# Exponential growth of the weight variance in pure diffusion Monte Carlo

## 1. Premises and conventions

- $H=-\hbar D\nabla^2+V$ with $D=\hbar/2m$. The imaginary time $t$ is in seconds and energies are in joules.
- **P1.** The trial function $\psi$ is real, strictly positive and normalised. Local energy: $E_L=V-\hbar D\,\nabla^2\psi/\psi$, so that $\psi E_L=H\psi$.
- **P2.** Walkers are independent, never branch, and move in continuous time: $dX=2D\nabla\ln\psi\,dt+\sqrt{2D}\,dW$. The start $X_0$ is drawn from $\psi^2$.
- **P3.** The operators $H_\lambda$ of (2) are self-adjoint and bounded below for $0\le\lambda\le2$, with a common form domain.
- Weight: $w_t=\exp\big[-\hbar^{-1}\int_0^t(E_L(X_s)-E_T)\,ds\big]$, with $E_T$ constant.
- $\langle\cdot\rangle$ is the average over paths, $\langle\cdot\rangle_\psi$ the average over $\psi^2$.
- Target: $R(t)=\langle w_t^2\rangle/\langle w_t\rangle^2=1+\mathrm{Var}(w_t)/\langle w_t\rangle^2$. The constant $E_T$ cancels in $R$.

## 2. Moments of the weight as matrix elements

**Generator.** Itô's formula gives $\mathbb E_x[u(X_{dt})]=u+Lu\,dt$ with

$$L=D\nabla^2+2D\nabla\ln\psi\cdot\nabla=D\,\psi^{-2}\nabla\cdot\psi^2\nabla .$$

The second form shows that $L$ is symmetric under the measure $\psi^2$ and that $\langle Lu\rangle_\psi=0$. Hence $\psi^2$ is stationary.

**Feynman–Kac step.** Let $u(x,t)=\mathbb E_x[w_t^\lambda f(X_t)]$. Split off the first interval $dt$ and use the Markov property:
$u(x,t+dt)=e^{-\lambda(E_L(x)-E_T)dt/\hbar}\,\mathbb E_x[u(X_{dt},t)]$. To first order in $dt$,

$$\hbar\,\partial_tu=-\big[-\hbar L+\lambda(E_L-E_T)\big]u,\qquad u(x,0)=f(x).\tag{1}$$

**Similarity transform.** The product rule gives $-\hbar D\nabla^2(\psi u)+\hbar D(\nabla^2\psi)u=-\hbar\psi Lu$. The left side is $(H-E_L)(\psi u)$. Define

$$H_0=H-E_L=\psi(-\hbar L)\psi^{-1},\qquad H_\lambda=H_0+\lambda E_L,\qquad H_1=H.\tag{2}$$

So $H_\lambda$ has the spectrum of $-\hbar L+\lambda E_L$. The drift-diffusion generator enters with a minus sign. Solving (1) for $\psi u$ and averaging over $X_0$:

$$\langle w_t^\lambda f(X_t)\rangle=e^{\lambda E_Tt/\hbar}\,\langle\psi|e^{-tH_\lambda/\hbar}|\psi f\rangle.\tag{3}$$

## 3. The growth rate

Let $E(\lambda)=\inf\operatorname{spec}H_\lambda$ and $m_\lambda(t)=\langle\psi|e^{-tH_\lambda/\hbar}|\psi\rangle$. Claim: $-(\hbar/t)\ln m_\lambda\to E(\lambda)$.

1. The spectral theorem gives $m_\lambda=\int e^{-Et/\hbar}d\mu(E)$ with a positive measure $\mu$. The decay rate is the lowest point of the support of $\mu$, which is at least $E(\lambda)$.
2. By (3) the kernel of $e^{-tH_\lambda/\hbar}$ is non-negative. For any $|\chi|\le c\psi$ this gives $\langle\chi|e^{-tH_\lambda/\hbar}|\chi\rangle\le c^2m_\lambda$. No such $\chi$ decays more slowly than $\psi$.
3. Since $\psi>0$, such $\chi$ are dense in $L^2$. Some of them have spectral weight arbitrarily close to $E(\lambda)$. Hence the support of $\mu$ reaches $E(\lambda)$.

With $R=m_2/m_1^2$ from (3),

$$\boxed{\lim_{t\to\infty}\frac{\ln R(t)}{t}=\gamma=\frac{2E(1)-E(2)}{\hbar}}\tag{4}$$

**Prefactor.** Suppose $E(\lambda)$ is an isolated eigenvalue with normalised positive eigenfunction $\phi_\lambda$, gap $\Delta_\lambda$ and overlap $S_\lambda=\langle\psi|\phi_\lambda\rangle$. The rest of $\mu$ has weight $1-S_\lambda^2$ and lies above the gap. Then $m_\lambda=S_\lambda^2e^{-E(\lambda)t/\hbar}(1+\rho_\lambda)$ and

$$R=A\,e^{\gamma t}\frac{1+\rho_2}{(1+\rho_1)^2},\qquad A=\frac{S_2^2}{S_1^4},\qquad 0\le\rho_\lambda\le\frac{1-S_\lambda^2}{S_\lambda^2}e^{-\Delta_\lambda t/\hbar}.\tag{5}$$

**Sign.** Integration by parts in (2) gives $\langle\psi u|H_0|\psi u\rangle=\hbar D\langle|\nabla u|^2\rangle_\psi\ge0$, with equality for $u=1$. So $E(0)=0$. From (2), $2H_1=H_0+H_2$. For any normalised $\chi$, $2\langle H_1\rangle_\chi\ge E(0)+E(2)$. The infimum over $\chi$ gives $\gamma\ge0$. If $\phi_1$ exists, the choice $\chi=\phi_1$ gives more:

$$\hbar\gamma\ge\langle\phi_1|H_0|\phi_1\rangle=\hbar D\,\langle|\nabla(\phi_1/\psi)|^2\rangle_\psi.\tag{6}$$

So $\gamma>0$ unless $\psi=\phi_1$. In that case $E_L$ is constant and $R=1$.

**Size.** For $N$ non-interacting copies with a product trial function the weights are independent and multiply. Then $R_N=R^N$ and $\gamma_N=N\gamma$.

## 4. Consequence for the energy estimator

By (3) with $f=E_L$, the mean $\bar E(t)=\langle wE_L\rangle/\langle w\rangle=\langle\psi|e^{-tH/\hbar}H|\psi\rangle/m_1$ tends to $E(1)$. With $M$ walkers, $\hat E=\sum_iw_iE_{L,i}/\sum_iw_i$. The denominator has relative variance $(R-1)/M$. For $M\gg R$ it may be replaced by $M\langle w\rangle$ in the exact identity $\hat E-\bar E=\sum_iw_i(E_{L,i}-\bar E)/\sum_iw_i$. Then

$$\mathrm{Var}\,\hat E\simeq\frac{\langle w^2(E_L-\bar E)^2\rangle}{M\langle w\rangle^2}\to\frac{R}{M}s^2,\qquad s^2=\frac{\int\psi\phi_2\,(E_L-E(1))^2}{\int\psi\phi_2}.\tag{7}$$

The limit uses (3) at $\lambda=2$, where $e^{-tH_2/\hbar}\psi$ becomes proportional to $\phi_2$. The effective sample size is $M/R$. The projection bias falls as $e^{-\Delta_1t/\hbar}$, while the cost at fixed statistical error rises as $e^{\gamma t}$.

## 5. Estimate from the variance and the correlation time

Let $E_V=\langle E_L\rangle_\psi$, $\delta E=E_L-E_V$, $\sigma^2=\langle\delta E^2\rangle_\psi$. The stationary autocovariance is $C(s)=\langle\delta E\,e^{sL}\delta E\rangle_\psi$. Convention: $T_c=\int_0^\infty C(s)\,ds/\sigma^2$, one-sided, with no factor 2. Assume that $H_0$ has a gap. Let $g$ solve the Poisson equation $-Lg=\delta E$ with $\langle g\rangle_\psi=0$. Then $g=\int_0^\infty e^{sL}\delta E\,ds$ and $\sigma^2T_c=\langle\delta E\,g\rangle_\psi$.

Expand $(-\hbar L+\lambda E_L)u=Eu$ with $u=1+\lambda u_1+\lambda^2u_2+\dots$, $\langle u_k\rangle_\psi=0$, $E=\sum_ke_k\lambda^k$. Averaging each order removes the $L$ term.

- Order 1: $e_1=E_V$, and $-\hbar Lu_1=-\delta E$, so $u_1=-g/\hbar$.
- Order 2: $-\hbar Lu_2=e_2-\delta E\,u_1$, so $e_2=\langle\delta E\,u_1\rangle_\psi=-\sigma^2T_c/\hbar$.
- Order 3: $e_3=\langle\delta E\,u_2\rangle_\psi=\langle g\,(-Lu_2)\rangle_\psi=\langle g^2\delta E\rangle_\psi/\hbar^2$, by the symmetry of $L$ and $\langle g\rangle_\psi=0$.

In (4) the term $e_k\lambda^k$ contributes $(2-2^k)e_k$. The linear term drops out:

$$\gamma=\frac{2\sigma^2T_c}{\hbar^2}-\frac{6\langle g^2\delta E\rangle_\psi}{\hbar^3}+\dots\tag{8}$$

The first term is the result for a Gaussian $\ln w$, whose variance grows as $2\sigma^2T_ct/\hbar^2$.

## 6. Harmonic oscillator

$V=\tfrac12m\omega^2x^2$ and $\psi\propto e^{-m\alpha x^2/2\hbar}$, with $\alpha$ in $\mathrm{s^{-1}}$. Then $\psi''/\psi=m^2\alpha^2x^2/\hbar^2-m\alpha/\hbar$, and $E_L=\tfrac12\hbar\alpha+\tfrac12m(\omega^2-\alpha^2)x^2$. From (2),

$$H_\lambda=-\hbar D\,\partial_x^2+\tfrac12m\kappa_\lambda^2x^2+\tfrac12(\lambda-1)\hbar\alpha,\qquad\kappa_\lambda^2=\alpha^2+\lambda(\omega^2-\alpha^2).$$

For $\kappa_\lambda^2\ge0$, $E(\lambda)=\tfrac12\hbar[\kappa_\lambda+(\lambda-1)\alpha]$. With $\kappa_1=\omega$ and $\kappa_2^2=2\omega^2-\alpha^2$,

$$\gamma=\omega-\tfrac12\Big(\alpha+\sqrt{2\omega^2-\alpha^2}\Big),\qquad\alpha\le\sqrt2\,\omega.\tag{9}$$

**Estimate.** The drift is $-\alpha x$, so $Lx^2=2D-2\alpha x^2$. Thus $\langle x^2\rangle_\psi=D/\alpha$, $L\,\delta E=-2\alpha\,\delta E$ and $T_c=1/2\alpha$. A Gaussian has $\mathrm{Var}\,x^2=2\langle x^2\rangle_\psi^2$, so $\sigma^2=\hbar^2\alpha^2\eta^2/8$ with $\eta=(\omega^2-\alpha^2)/\alpha^2$. The first term of (8) is $\alpha\eta^2/8$. Expanding $\kappa_\lambda=\alpha\sqrt{1+\lambda\eta}$ gives $e_2=-\hbar\alpha\eta^2/16$ and $e_3=\hbar\alpha\eta^3/32$, so $\gamma=\tfrac18\alpha\eta^2(1-\tfrac32\eta+\dots)$. The series at $\lambda=2$ has radius $|\eta|=\tfrac12$.

**Blow-up.** For $\alpha>\sqrt2\,\omega$ put $\kappa_2^2=-\Omega^2$. P3 fails, since $H_2$ is an inverted oscillator. The function $\psi u$ of (1) stays Gaussian, $\propto e^{-ma(t)x^2/2\hbar}$. The $x^2$ terms of (1) give $\dot a=\kappa_2^2-a^2=-(\Omega^2+a^2)$ with $a(0)=\alpha$. The average over $X_0$ integrates $e^{-m(a+\alpha)x^2/2\hbar}$ and diverges once $a=-\alpha$:

$$t^*=\int_{-\alpha}^{\alpha}\frac{da}{\Omega^2+a^2}=\frac{2}{\Omega}\arctan\frac{\alpha}{\Omega}.$$

The variance of $w$ is infinite for $t\ge t^*$, while $\langle w\rangle$ stays finite.

## 7. Hydrogen atom

Non-relativistic electron, clamped point proton. $H=-\tfrac12E_ha_0^2\nabla^2-E_ha_0/r$, with $E_ha_0^2=\hbar^2/m_e$, so $D=E_ha_0^2/2\hbar$. Trial function $\psi\propto e^{-\zeta r/a_0}$. Put $y=r/a_0$.

For a spherical function $a_0^2\nabla^2=\partial_y^2+(2/y)\partial_y$, so $a_0^2\nabla^2\psi/\psi=\zeta^2-2\zeta/y$. Hence

$$E_L=E_h\Big[-\frac{\zeta^2}{2}-\frac{1-\zeta}{y}\Big],\qquad H_\lambda=-\tfrac12E_ha_0^2\nabla^2-E_h\frac{Z_\lambda}{y}+\tfrac12(1-\lambda)\zeta^2E_h,$$

with $Z_\lambda=\zeta+\lambda(1-\zeta)$. Each $H_\lambda$ is a shifted hydrogen-like Hamiltonian and satisfies P3. For $Z_\lambda>0$ the positive eigenfunction is $\phi_\lambda\propto e^{-Z_\lambda y}$, and the levels $-Z_\lambda^2E_h/2n^2$ give $\Delta_\lambda=\tfrac38Z_\lambda^2E_h$. Then

$$\frac{E(\lambda)}{E_h}=-\tfrac12Z_\lambda^2+\tfrac12(1-\lambda)\zeta^2=\lambda\Big(\frac{\zeta^2}{2}-\zeta\Big)-\tfrac12\lambda^2(1-\zeta)^2 .$$

This is exactly quadratic in $\lambda$. By the rule $(2-2^k)e_k$,

$$\gamma=(1-\zeta)^2\,E_h/\hbar,\qquad0<\zeta<2.\tag{10}$$

For $\zeta\ge2$, $Z_2=2-\zeta\le0$. No bound state exists, $E(2)=-\tfrac12\zeta^2E_h$ is the edge of the continuum, and $\gamma=(\tfrac12\zeta^2-1)E_h/\hbar$. The two forms meet at $\zeta=2$. There is no blow-up at finite time.

**Route through (8).** The radial density $4\zeta^3y^2e^{-2\zeta y}$ gives $\langle y^{-1}\rangle_\psi=\zeta$, $\langle y^{-2}\rangle_\psi=2\zeta^2$, $\langle y\rangle_\psi=3/2\zeta$, $\langle y^2\rangle_\psi=3/\zeta^2$.

- $\delta E=-(1-\zeta)(y^{-1}-\zeta)E_h$, so $\sigma^2=\zeta^2(1-\zeta)^2E_h^2$.
- $L=(E_h/\hbar)\big[\tfrac12\partial_y^2+(y^{-1}-\zeta)\partial_y\big]$, so $Ly=(E_h/\hbar)(y^{-1}-\zeta)$ and $g=\hbar(1-\zeta)(y-3/2\zeta)$.
- $\langle\delta E\,g\rangle_\psi=-\hbar E_h(1-\zeta)^2(1-\tfrac32)=\tfrac12\hbar E_h(1-\zeta)^2$, so $T_c=\hbar/(2\zeta^2E_h)$.
- $\langle(y-3/2\zeta)^2(y^{-1}-\zeta)\rangle_\psi=\big(\tfrac32-3+\tfrac94-\tfrac34\big)/\zeta=0$, so $e_3=0$.

Thus $2\sigma^2T_c/\hbar^2$ equals (10) exactly. The bound (6) is $(\tfrac12-\zeta+\tfrac12\zeta^2)E_h=\tfrac12(1-\zeta)^2E_h$, half of $\hbar\gamma$.

**Overlaps and spread.** $S_\lambda=4(\zeta Z_\lambda)^{3/2}\int_0^\infty y^2e^{-(\zeta+Z_\lambda)y}dy$, so $S_\lambda^2=[4\zeta Z_\lambda/(\zeta+Z_\lambda)^2]^3$. In (7), $\psi\phi_2\propto e^{-2y}$, for which $y^{-1}$ has mean 1 and variance 1. With $E_L-E(1)=E_h[\tfrac12(1-\zeta^2)-(1-\zeta)/y]$ the mean deviation is $-\tfrac12(1-\zeta)^2E_h$, and $s^2=E_h^2[(1-\zeta)^2+\tfrac14(1-\zeta)^4]$.

## 8. Range of validity

- **Result (4)** needs P1 to P3 only. It fixes the exponential rate. The pure form $Ae^{\gamma t}$ needs gaps and $t\gg\hbar/\Delta_\lambda$. At a continuum edge (oscillator at $\alpha=\sqrt2\,\omega$, hydrogen at $\zeta\ge2$) the prefactor is not constant but varies more slowly than any exponential.
- **P3 can fail** at $\lambda=2$ while $H$ itself is well behaved. The variance can then become infinite at a finite time, as in Section 6.
- **Estimate (8)** needs a gap of $H_0$ and a series that converges at $\lambda=2$. A small $\sigma$ does not make the relative correction negligible. For the oscillator at $\alpha=0.9\,\omega$, $\eta=0.2346$ and the third-order term is $-0.35$ of the leading one. The leading term, $0.006190\,\omega$, lies 36 per cent above the exact $0.004564\,\omega$ of (9). Exactness for hydrogen is special to the Coulomb form.
- **Formula (7)** needs $M\gg R$ and a finite $s^2$. For $M\lesssim R$ a few walkers carry the weight, and the sample estimate of $R$ cannot exceed $M$.
- **Time step.** The derivation is for continuous time. For $\zeta<1$ a discrete factor $e^{-\tau E_L/\hbar}$ contains $e^{+\tau(1-\zeta)E_h/\hbar y}$. Its mean over a density that is non-zero at the nucleus diverges, so a discrete code must bound $E_L$ there.
- **Nodes.** The steps carry over to one nodal pocket of $\psi$, with $H_\lambda$ taken under Dirichlet conditions, provided P3 holds there.
- **Branching** or reconfiguration couples the walkers and violates P2. It is not described by (4).

## 9. Numerical illustration: hydrogen, $\zeta=0.9$

Constants: $E_h=4.360\times10^{-18}$ J, $\hbar/E_h=24.19$ as, $D=5.788\times10^{-5}\ \mathrm{m^2\,s^{-1}}$. All numbers below belong to the model, that is, to this Hamiltonian with this trial function. A mobile proton replaces $m_e$ by the reduced mass and lowers all rates by 0.054 per cent.

- Energies: $E_V=-0.495\,E_h$, $E(1)=-\tfrac12E_h$, $Z_2=1.1$, $E(2)=-1.010\,E_h$.
- Rate: $\hbar\gamma=0.010\,E_h$, so $\gamma=4.134\times10^{14}\ \mathrm{s^{-1}}$ and $1/\gamma=2.419$ fs.
- Estimate: $\sigma=0.090\,E_h=3.924\times10^{-19}$ J, $T_c=14.93$ as, $2\sigma^2T_c/\hbar^2=4.134\times10^{14}\ \mathrm{s^{-1}}$.
- Prefactor: $S_1^2=0.9917$, $S_2^2=0.9703$, $A=0.9866$.
- Gaps: $\Delta_1=0.375\,E_h$, $\Delta_2=0.45375\,E_h$, $\hbar/\Delta_1=64.50$ as.
- At $t=0.5$ fs, (5) gives $2\rho_1\le7.2\times10^{-6}$ and $\rho_2\le2.6\times10^{-6}$. Both bounds fall with $t$, so $R=Ae^{\gamma t}$ to the figures shown.
- Spread: $s^2=0.010025\,E_h^2$. For a statistical error $\epsilon=10^{-3}E_h=4.36\times10^{-21}$ J, (7) requires $M=Rs^2/\epsilon^2$, and $M\gg R$ holds.

| $t$ / fs | $\gamma t$ | $R$ | $M$ |
|---|---|---|---|
| 0.5 | 0.2067 | 1.213 | $1.22\times10^{4}$ |
| 2 | 0.8268 | 2.255 | $2.26\times10^{4}$ |
| 10 | 4.134 | 61.60 | $6.18\times10^{5}$ |
| 20 | 8.268 | 3846 | $3.86\times10^{7}$ |

Projection bias: $\bar E-E(1)$ is the average of $x=E-E(1)$ over $e^{-Et/\hbar}d\mu$. The function $xe^{-xt/\hbar}$ falls for $x>\hbar/t$. For $t>\hbar/\Delta_1$ this gives $\bar E-E(1)\le\Delta_1e^{-\Delta_1t/\hbar}(1-S_1^2)/S_1^2$, which is $5.9\times10^{-24}$ J at 0.5 fs, far below $\epsilon$.

One atom therefore has a wide window $\hbar/\Delta_1\ll t\ll1/\gamma$, since $\Delta_1/\hbar\gamma=37.5$. For $N$ independent atoms the gap is unchanged and this ratio becomes $37.5/N$. With $N=100$ at $t=0.5$ fs the model gives $R_N=R^{100}=2.46\times10^{8}$.